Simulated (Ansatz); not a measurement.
## A series in volume scale on SnO

Results calculated with Ansatz 0.2.0, not measured. Free energy against uniform scaling of the volume at fixed shape and fractions; periodic cell, basis, potentials, k mesh and filling as listed.

The cell before it is scaled or strained (space group P4/nmm, No. 129):
```
cell vectors (Å)
   3.8486     0.0000     0.0000
   0.0000     3.8486     0.0000
   0.0000     0.0000     4.9045
atoms (fractions of the cell vectors)
Sn  0.50000  0.00000  0.23690
Sn  0.00000  0.50000  0.76310
O   0.00000  0.00000  0.00000
O   0.50000  0.50000  0.00000
```

Settings of every row: functional PBE; dispersion none; potentials PAW; wave cutoff 500 eV; density cutoff 2000 eV; k mesh 5x5x4; k shift 0x0x0; occupations fixed; smearing width 0 eV; spin none.

Limits: coarse k mesh, up to 40 meV an atom off.

| row | volume scale | V (Å³/atom) | energy above lowest point (meV/atom) | pressure (GPa) |
| --- | --- | --- | --- | --- |
| 1 | 0.8846 | 16.065 | 97.2 | 15.38 |
| 2 | 0.9231 | 16.764 | ? | ? |
| 3 | 0.9615 | 17.462 | 12.4 | 4.83 |
| 4 | 1 | 18.161 | 0 | 1 |
| 5 | 1.0385 | 18.86 | 2.7 | -2.11 |
| 6 | 1.0769 | 19.558 | 17.6 | -4.64 |

Question: what energy above lowest point and pressure should row 2 give?

Worked fit of energy above lowest point. Take u = (V_r/V)^(2/3) − 1 with V_r = 18.161 Å³ an atom, which is twice the finite (Eulerian) strain; such expansions in the strain, on which the Birch-Murnaghan equation of state is built, carry the rest volume and the bulk modulus. The shown rows have u = 0.08519, 0.02651, 0, -0.02486, -0.0482. Least squares give energy above lowest point = −0.07 + 176.8 × u + 11324 × u² meV/atom; a straight line predicts inner rows, each left out in turn, worse (root mean square 25 against 0.25 meV/atom). The rows lie off it by 0.0, -0.2, 0.1, 0.2, -0.1. Its lowest point lies at u = -0.0078, or V = 18.38 Å³ an atom, and the curvature there gives the bulk modulus at fixed shape and fractions, B = (4/9)(1 + u)² E″(u)/V = 86.4 GPa. Letting shape and atoms relax would as a rule lower it, by much in layered, chain or molecular crystals. The withheld row has u = 0.05481, so the fit gives −0.07 + 176.8 × (0.05481) + 11324 × (0.05481)² = 43.6 meV/atom.

The calculation gave 43.4 meV/atom. The fit lies 0.2 meV/atom (0.21 % of the column's range) above it; its largest miss of a shown row is 0.2 meV/atom.

Worked fit of pressure. Take u = (V_r/V)^(2/3) − 1 with V_r = 18.161 Å³ an atom, which is twice the finite (Eulerian) strain; such expansions in the strain, on which the Birch-Murnaghan equation of state is built, carry the rest volume and the bulk modulus. The shown rows have u = 0.08519, 0.02651, 0, -0.02486, -0.0482. Least squares give pressure = 0.989 + 135.39 × u + 392.9 × u² GPa; a straight line predicts inner rows, each left out in turn, worse (root mean square 0.86 against 0.036 GPa). The rows lie off it by 0.01, -0.02, 0.01, 0.02, -0.02. The pressure vanishes at u = -0.0075, or V = 18.37 Å³ an atom, and there the bulk modulus at fixed shape and fractions is B = −V dP/dV = (2/3)(1 + u) dP/du = 85.7 GPa. Letting shape and atoms relax would as a rule lower it, by much in layered, chain or molecular crystals. The withheld row has u = 0.05481, so the fit gives 0.989 + 135.39 × (0.05481) + 392.9 × (0.05481)² = 9.59 GPa.

The calculation gave 9.55 GPa. The fit lies 0.04 GPa (0.2 % of the column's range) above it; its largest miss of a shown row is 0.02 GPa.
